Exact exchange pushes occupied orbitals down and empty ones up, so excitation energies might be expected to climb with the orbital gap. In this small imine with a boron atom on its nitrogen, the gap between the orbitals of the lowest excitation grows from 4.2 eV in LDA to 14.0 eV in Hartree–Fock (HF). The excitation itself rises by only 0.3 eV.

C3H8BN (SMILES C=NB(C)C) in the gas phase, PySCF 2.14.0 with density fitting, at the PBE0-D3(BJ)/def2-SVP geometry. Vertical excitations use TDDFT (singlets) and its Tamm–Dancoff approximation (triplets) with frozen core orbitals; the brightest singlet is among the lowest ten. Exact-exchange shares are rounded from the functionals' definitions; polarisabilities are isotropic.

```tsv
functional	basis	exact exchange, long range (%)	S1 (eV)	leading pair	T1 (eV)	brightest singlet (eV)	its f	polarisability (bohr^3)
LDA	def2-SVPD	0	4.43	HOMO to LUMO	3.96	7.32	0.86	69.1
PBE	def2-SVPD	0	4.51	HOMO to LUMO	3.96	7.00	0.17	68.1
B3LYP	def2-SVPD	20	4.55	HOMO to LUMO	4.01	7.53	0.76	65.6
BHandHLYP	def2-SVPD	50	4.61	HOMO to LUMO	4.06	8.04	0.92	62.6
CAM-B3LYP	def2-SVPD	65	4.55	HOMO to LUMO	4.01	7.84	0.92	64.0
HF	def2-SVPD	100	4.75	HOMO to LUMO+2	4.17	8.12	0.79	59.9
LC-wPBE	def2-SVPD	100	4.62	HOMO to LUMO	4.02	8.14	1.04	61.9
wB97X-D	def2-SVPD	100	4.60	HOMO to LUMO	4.10	7.88	0.95	64.1
PBE0	6-31+G(d)	25	4.60	HOMO to LUMO	4.03	7.18	0.38	60.3
PBE0	6-31G(d)	25	4.72	HOMO to LUMO	4.12	7.98	0.85	54.3
PBE0	aug-cc-pVDZ	25	4.53	HOMO to LUMO	3.95	6.94	0.29	66.3
PBE0	def2-SVP	25	4.65	HOMO to LUMO	4.04	7.79	0.85	56.5
PBE0	def2-SVPD	25	4.58	HOMO to LUMO	3.99	7.66	0.82	64.9
PBE0	def2-TZVP	25	4.57	HOMO to LUMO	3.98	7.59	0.83	63.1
PBE0	def2-TZVPD	25	4.54	HOMO to LUMO	3.96	7.40	0.68	66.1
```

S1 and T1 are the lowest singlet and triplet excitation energies, and f is the oscillator strength. All rows are gas-phase runs. Three sizes are worth remembering: tenths of an eV for the response of S1 and T1 to the functional, about 1 eV for the brightest singlet, and 10 to 20 % for the polarisability.

**Why the gap cancels**

An empty orbital in HF feels all the electrons of the neutral molecule. An electron that has really been excited feels one fewer, because it left a hole behind. The attraction J between electron and hole must therefore be subtracted from the gap. A semilocal functional has much of this correction in its orbital energies already, since its empty orbitals feel the same local potential as the occupied ones. The triplet gives the plainest test, and S1 follows it, since the splitting between them varies by only about 0.1 eV among the functionals. For a fraction a of exact exchange and a single orbital pair,

T1 ≈ gap − aJ − (1 − a)F,

where F is the small correction left in the semilocal limit. LDA gives F = 0.23 eV and HF gives J = 9.79 eV. For PBE0, a = 0.25, so the correction should be 0.25 × 9.79 + 0.75 × 0.23 = 2.62 eV. With aug-cc-pVDZ the PBE0 gap is 6.61 eV, which puts T1 at 3.99 eV; the full calculation gives 3.95 eV. This row took no part in fixing J or F. A second PBE0 row, in def2-TZVPD, is missed by 0.09 eV. Because J and F are both read off as gap minus T1 at the two ends, the test shows only that this difference is close to linear in a; that J is the electron–hole attraction follows from the theory, not from the test. It also mixes basis sets and assumes that the orbitals keep their shape, so closer agreement would mean little.

Obtained this way, J also absorbs the mixing with other orbital pairs, so only its size is meaningful: nearly 10 eV is the attraction of point charges about 1.5 Å apart, as expected when electron and hole sit on the same few atoms. If donor and acceptor were moved apart, J would shrink, the cancellation would fail, and the excitation energy would climb steeply with exact exchange.

The zero intensity of S1 fits an excitation from the electron pair of nitrogen into the C=N π* orbital. That pair is probably not the free lone pair of a bent imine. In the four runs whose dipole vector is at hand (LDA, HF and two PBE0 bases), the dipole keeps its direction and lies almost along the most polarisable axis. This points to a nearly straight, allene-like C=N–B chain in which nitrogen shares the pair with the empty p orbital of boron, in a π orbital perpendicular to the C=N π system. Two such orbitals, lying in perpendicular planes, overlap little, which also keeps the singlet–triplet splitting small, at 0.5 to 0.6 eV. This assignment rests on the structure of the molecule, not on inspected orbitals, and the splitting also contains the difference between full TDDFT and the Tamm–Dancoff approximation.

**The odd label in HF**

HF alone lists HOMO to LUMO+2 as the leading pair of S1, yet its S1 lies where the global hybrids point. The likely reason is that π* has been pushed above two other empty orbitals, probably more diffuse ones, which exact exchange raises less. Then the numbering changes, not the kind of state. In support, taking J from the HF LUMO instead would miss the two PBE0 rows by 0.35 and 0.39 eV. The three lowest empty HF orbitals all have positive energies, so they are unbound. How many orbitals lie below π* can therefore change with the basis, and the HF gap and J can shift with it. The HF triplet is less certain: a second one lies only 0.09 eV higher, against about 0.8 eV in LDA and in the two PBE0 rows above, so the order may have switched, although the lower one continues the line of the global hybrids, which speaks against a switch. Taking the other triplet would alter the PBE0 estimate by only about 0.02 eV.

**What "brightest" means**

From LDA through the global hybrids to HF, the brightest singlet rises from 7.32 to 8.12 eV. PBE breaks the sequence at 7.00 eV, with f = 0.17 instead of about 0.8. PBE0 shows the same symptom in 6-31+G(d) and aug-cc-pVDZ, and more weakly in def2-TZVPD. In the last two, the state lies within 0.4 eV of minus the HOMO energy, the threshold where the continuum of a TDDFT calculation begins. Diffuse states can gather near it, and above it the computed states depend on the basis. This threshold belongs to the functional: in LDA it lies far below the ionisation energy from total energies. Nearness to it is not the whole story, since the LDA bright state lies 1.15 eV above its threshold and keeps f = 0.86. Probably diffuse states share the intensity, or the main bright state lies above the ten computed singlets; the numbers cannot decide. These entries should not be read as shifts of one state.

**Polarisability**

The polarisability is a sum of f/ω² over all excitations, with ω the excitation energy in atomic units. It falls by 13 % from LDA to HF, far less than a tripled gap suggests, presumably because electron–hole attraction acts here too. The bright state carries less than a fifth of the sum; the rest comes from many other excitations. Between LDA and HF the bright state supplies a third of the fall, but this share is not stable: it is over half from LDA to B3LYP and about a fifth from LDA to BHandHLYP, since it follows the scatter of f.

The basis matters as much as the functional. Adding diffuse functions raises the PBE0 polarisability by 5 to 15 %, since a field distorts mainly the outer density, but lowers the compact S1 by at most 0.12 eV.

**Range separation**

CAM-B3LYP, wB97X-D and LC-wPBE do not behave as their long-range shares of 65, 100 and 100 % suggest. Judged by polarisability, they resemble global hybrids with about 35, 34 and 63 %. In so small a molecule most electron pairs are too close to feel the full long-range share. The brightest singlet gives similar shares for CAM-B3LYP and wB97X-D, 37 and 39 %, but puts LC-wPBE (8.14 eV) level with HF (8.12 eV), so one equivalent share does not serve every property. S1 is too flat to gauge a share: the 0.08 eV between LDA and PBE, both without exact exchange, is already worth about 30 percentage points.

The narrow spread of S1 shows insensitivity to exact exchange, not accuracy, since an error common to all rows would leave no trace in it. Such errors could come from what all rows share: a single conformer at one fixed geometry, without vibrational averaging or relativistic effects. The printed output of the analysis follows.

Printed output of the fit:

```
rounding floor: 0.005 eV, differences 0.01 eV, alpha 0.05 bohr^3, f 0.005
row | S1-T1 eV | bright f/w^2 bohr^3 | % of alpha
LDA/def2-SVPD | 0.47 | 11.9 | 17
PBE/def2-SVPD | 0.55 | 2.6 | 4
B3LYP/def2-SVPD | 0.54 | 9.9 | 15
BHandHLYP/def2-SVPD | 0.55 | 10.5 | 17
CAM-B3LYP/def2-SVPD | 0.54 | 11.1 | 17
HF/def2-SVPD | 0.58 | 8.9 | 15
LC-wPBE/def2-SVPD | 0.60 | 11.6 | 19
wB97X-D/def2-SVPD | 0.50 | 11.3 | 18
PBE0/6-31+G(d) | 0.57 | 5.5 | 9
PBE0/6-31G(d) | 0.60 | 9.9 | 18
PBE0/aug-cc-pVDZ | 0.58 | 4.5 | 7
PBE0/def2-SVP | 0.61 | 10.4 | 18
PBE0/def2-SVPD | 0.59 | 10.3 | 16
PBE0/def2-TZVP | 0.59 | 10.7 | 17
PBE0/def2-TZVPD | 0.58 | 9.2 | 14
span functionals, SVPD: S1 0.32 T1 0.21 S1-T1 0.13 bright 1.14 eV, alpha 9.2
span PBE0 bases: S1 0.19 T1 0.17 S1-T1 0.04 bright 1.04 eV, alpha 12.0
lines on global rows; residuals LDA PBE B3LYP PBE0 BHandHLYP HF || at long-range share: CAM-B3LYP wB97X-D LC-wPBE
S1 eV: 4.48+0.27a; res -0.05 +0.03 +0.01 +0.03 -0.01 -0.01 || -0.11 -0.16 -0.14 ; rms 0.03, refit with range-sep 0.05
T1 eV: 3.96+0.21a; res +0.00 +0.00 +0.01 -0.02 -0.00 +0.00 || -0.08 -0.07 -0.15 ; rms 0.01, refit with range-sep 0.04
bright eV (no PBE): 7.42+0.81a; res -0.10 -0.42 -0.05 +0.04 +0.22 -0.11 || -0.10 -0.35 -0.09 ; rms 0.12, refit with range-sep 0.13
alpha bohr^3: 67.87-8.72a; res +1.23 +0.23 -0.52 -0.79 -0.91 +0.76 || +1.80 +4.96 +2.76 ; rms 0.80, refit with range-sep 1.41
CAM-B3LYP: effective share % from alpha 35, bright 37 (nan: above HF), S1 20; long range 65
wB97X-D: effective share % from alpha 34, bright 39 (nan: above HF), S1 42; long range 100
LC-wPBE: effective share % from alpha 63, bright nan (nan: above HF), S1 54; long range 100
PBE-LDA at a=0: S1 +0.08 T1 +0.00 bright -0.32 eV alpha -1.0
HF-LDA: S1 +0.32 bright +0.80 eV alpha -9.2 (-13%), bright term -3.0 = 33% of it
row | gap | gap-S1 | gap-T1 | T2-T1 | bright+eps(HOMO), eV
LDA/def2-SVPD | 4.19 | -0.24 | 0.23 | 0.78 | +1.15
PBE0/aug-cc-pVDZ | 6.61 | 2.08 | 2.66 | 0.82 | -0.38
PBE0/def2-TZVPD | 6.67 | 2.13 | 2.71 | 0.80 | +0.05
HF/def2-SVPD | 13.96 | 9.21 | 9.79 | 0.09 | -2.49
gap HF-LDA 9.76 eV, ratio 3.33; F 0.23, J(LUMO+2) 9.79, J(LUMO) 8.58 eV; e^2/J 1.5 A
PBE0/aug-cc-pVDZ gap-T1 2.66: model 2.62 (res +0.04); with HF LUMO 2.32 (res +0.35) eV
PBE0/def2-TZVPD gap-T1 2.71: model 2.62 (res +0.09); with HF LUMO 2.32 (res +0.39) eV
6-31G(d)->6-31+G(d): S1 -0.12 T1 -0.09 bright -0.80 eV f -0.47 alpha +6.0 (+11%)
def2-SVP->def2-SVPD: S1 -0.07 T1 -0.05 bright -0.13 eV f -0.03 alpha +8.4 (+15%)
def2-TZVP->def2-TZVPD: S1 -0.03 T1 -0.02 bright -0.19 eV f -0.15 alpha +3.0 (+5%)
def2-SVPD->def2-TZVPD: S1 -0.04 T1 -0.03 bright -0.26 eV f -0.14 alpha +1.2 (+2%)
```
